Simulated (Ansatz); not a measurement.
# The polar optical mode of BN at -28.9 GPa, worked through

Method: Ansatz 0.2.0, DFT LDA, scalar-relativistic, plane waves, PAW. Cutoff 420 eV, 10×10×10 k-points (Γ-centred), fixed occupations. No spin polarisation. Phonons by linear response, acoustic sum rule imposed.

The cell is fixed (symmetry leaves no force on the atoms) and stands under -28.9 GPa:
```yaml
crystal:
  lattice:
    - [0.00000, 1.84100, 1.84100]
    - [1.84100, 0.00000, 1.84100]
    - [1.84100, 1.84100, 0.00000]
  atoms:
    - { symbol: B, position: [0.00000, 0.00000, 0.00000] }
    - { symbol: N, position: [0.25000, 0.25000, 0.25000] }
```

The cell is the ideal cubic zincblende prototype.

Linear response gives ν_TO = 960.8 cm⁻¹, Born charges ±1.917 e (positive on B) and ε∞ = 4.652. The primitive cell holds 12.479 Å³, and the masses are 10.810 and 14.007 amu.

Question: Find ν_LO and the static dielectric constant.

Answer: The long-wave field adds a restoring force: ω_LO² − ω_TO² = Z*²e²/(ε_vac ε∞ μV). In these units ν_LO² − ν_TO² = 4.92064×10⁷ Z*²/(μ V ε∞) cm⁻², with μ = m₁m₂/(m₁ + m₂) = 6.101 amu: 510831 cm⁻². So ν_LO = √(960.8² + 510831) = 1197.5 cm⁻¹, and the run gives 1197.5. Lyddane–Sachs–Teller then gives ε0 = ε∞ (ν_LO/ν_TO)² = 7.23, against 7.23 in the run (it forms both from the same three quantities, so the match checks the arithmetic only). Between ν_TO and ν_LO the dielectric function is negative and an undamped crystal reflects fully: a reststrahlen band from 8.4 to 10.4 μm.

Question: What do the Clausius–Mossotti polarisability and the Szigeti charge come to?

Answer: With the Lorentz local field, α = (3V/4π)(ε∞ − 1)/(ε∞ + 2) = 1.64 Å³ for the pair, and e_S = 3Z*/(ε∞ + 2) = 0.86 e. The Born charge includes the electrons' response to the dipole's own local field, and e_S takes that enhancement out. The Lorentz field assumes point-like polarisable ions, a poor picture once ε∞ is this large, since the electron clouds then overlap or are shared, so both numbers are formal here.

Question: How strongly does a slow electron couple to the LO mode?

Answer: For one isotropic parabolic band, Fröhlich's constant is α_F = (1/ε∞ − 1/ε0) √(m* Ry/ħω_LO), with Ry = 13.606 eV, ħω_LO = 148.5 meV and m* in free-electron masses: α_F = 0.0766 × 9.57 × √m* = 0.73 √m*. The band mass isn't part of this run; for m* = 0.1, 0.3 and 1 it gives 0.23, 0.40, 0.73. In weak coupling the polaron lies α_F ħω_LO below the band edge (60 meV at m* = 0.3) with a mass m*(1 + α_F/6); past α_F of about 5 or 6 that expansion fails. A semilocal functional's ε∞ tends to be too large, which taken alone lowers α_F.

Cost: 1 run of about 2.4 core-minutes, on Intel Xeon Processor @ 2.50GHz (Skylake/Cascade Lake) (shared hosts).

The negative pressure means that the crystal is stretched, and both optical frequencies accordingly lie below those known for cubic BN at ambient pressure. Longer B–N bonds have a weaker short-range restoring force, which probably accounts for most of the softening. Even so, the TO mode stays high at 960.8 cm⁻¹, because stiff, directional sp³ bonds join two light atoms.

The wide LO–TO gap reflects the polarity of those bonds. The Born charge of 1.917 e measures how polarisation changes as the sublattices move, including charge flowing along the bonds, so it is no evidence of nearly doubly charged ions. The light masses raise both frequencies but cancel from their ratio, and therefore from the static dielectric constant. There the lattice adds less than the electrons do, since the stiff bonds limit the ionic displacement in a static field.

The real TO frequency shows that the stretched crystal resists this one sublattice displacement, but leaves open its stability against shear or phonons away from the zone centre.
